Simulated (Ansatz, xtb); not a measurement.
Two isomers of C4H9FSi

We compare X, `C=CC[Si@@H](C)F`, a singlet, with Y, `C=C[Si](C)(C)F`, a singlet. Both are isolated molecules in the gas phase, relaxed with B3LYP-D3(BJ)/def2-SVP; each stands in its lowest conformer found.

X (Å):

```xyz
15

C    -0.8135    1.3548    1.0785
C     0.0457    0.6582    0.3257
C    -0.2725   -0.5967   -0.4315
C    -0.6425   -2.4154    2.0523
F     0.1475   -3.4154   -0.4960
Si    0.3399   -2.1233    0.4928
H    -1.8665    1.0656    1.1627
H    -0.4972    2.2440    1.6299
H     1.0899    0.9930    0.2785
H     0.1995   -0.5906   -1.4295
H    -1.3602   -0.7072   -0.5820
H     1.7983   -2.0061    0.7740
H    -1.7095   -2.5598    1.8173
H    -0.2854   -3.3065    2.5919
H    -0.5553   -1.5457    2.7231
```

Y (Å):

```tsv
atom	x (Å)	y (Å)	z (Å)
C	-1.7590	-0.4985	-0.9354
C	-0.5039	-0.3953	-0.4767
C	0.9160	-1.7137	1.9348
C	1.9968	-2.1582	-0.9319
F	-0.5094	-3.1663	-0.0490
Si	0.4791	-1.8640	0.1218
H	-2.2694	-1.4669	-0.9791
H	-2.3298	0.3695	-1.2852
H	-0.0397	0.6010	-0.4550
H	1.4646	-2.6022	2.2866
H	0.0082	-1.6024	2.5484
H	1.5533	-0.8308	2.1096
H	2.6796	-1.2937	-0.8807
H	2.5509	-3.0479	-0.5918
H	1.7179	-2.3068	-1.9870
```

Estimate E(Y) − E(X) at the level CCSD(T)/def2-SVP + ΔMP2/def2-TZVPP.

Calculated at CCSD(T)/def2-SVP + ΔMP2/def2-TZVPP: E(Y) − E(X) = −0.418 eV, so structure Y lies lower.

How the difference moves with the method:

```tsv
level	geometry	E(Y) − E(X) (eV)	departure from the last row (eV)	job, with rough time for the two
GFN2-xTB	GFN2-xTB	+0.440	+0.858	optimisation, 0.18 s
HF/STO-3G	GFN2-xTB	−0.497	−0.079	single point, 0.42 s
r2SCAN-D4/def2-SVP	GFN2-xTB	−0.432	−0.014	single point, 2.8 s
B3LYP-D3(BJ)/def2-SVP	B3LYP-D3(BJ)/def2-SVP	−0.382	+0.036	optimisation, 40 s
HF/def2-SVP	B3LYP-D3(BJ)/def2-SVP	−0.407	+0.011	part of the CCSD(T) run
MP2/def2-SVP	B3LYP-D3(BJ)/def2-SVP	−0.363	+0.055	part of the CCSD(T) run
CCSD(T)/def2-SVP	B3LYP-D3(BJ)/def2-SVP	−0.355	+0.063	single point
CCSD(T)/def2-SVP + ΔMP2/def2-TZVPP	B3LYP-D3(BJ)/def2-SVP	−0.418		single point, 40 s
```

As drawn, Y has 1 C–Si, 1 C–H in place of 1 C–C, 1 Si–H.

GFN2-xTB puts the two in the other order. The largest departure from CCSD(T)/def2-SVP + ΔMP2/def2-TZVPP is that of GFN2-xTB, 0.858 eV. The last row adds to CCSD(T) the change of the MP2 difference between the two basis sets, here −0.063 eV.

With thermal terms from frequencies at re-optimised GFN2-xTB minima (ideal gas, soft modes damped towards free rotors, one conformer each, 298.15 K, 1 atm): the zero-point term adds +0.031 eV; ΔH is −0.368 and ΔG −0.404 eV.

The correlated steps freeze 10 core orbitals. Mirror images aren't counted in ΔG. Run with Ansatz 0.2.0, xtb 6.7.1; the last row on 2 threads of Intel(R) Xeon(R) 6975P-C (Granite Rapids) on a shared host.

Vinyldimethylfluorosilane (Y) lies below its allylmethylfluorosilane isomer (X), and the thermal terms leave that order intact. The main reason is probably the exchange of a Si–H bond for a C–H bond. Carbon's compact valence orbitals overlap hydrogen 1s better than silicon's more diffuse ones, and this gain outweighs the change from C–C to C–Si. Placing the vinyl group directly on silicon also alters conjugation and hyperconjugation, but the total energies don't separate these effects from the bond exchange.

Hartree–Fock already gives the preference, at −0.407 eV against −0.355 eV for CCSD(T) in the same basis, so correlation doesn't create it and in fact slightly favours X. The reversed order in GFN2-xTB can't be blamed on its geometries, since r2SCAN-D4 on those same structures gives −0.432 eV; the fault more likely lies in its parametrised balance of Si–H, Si–C and C–H bond energies. The positive zero-point term fits the stiffer C–H stretch. None of this shows that X would readily convert to Y, as the rearrangement must break strong σ bonds.
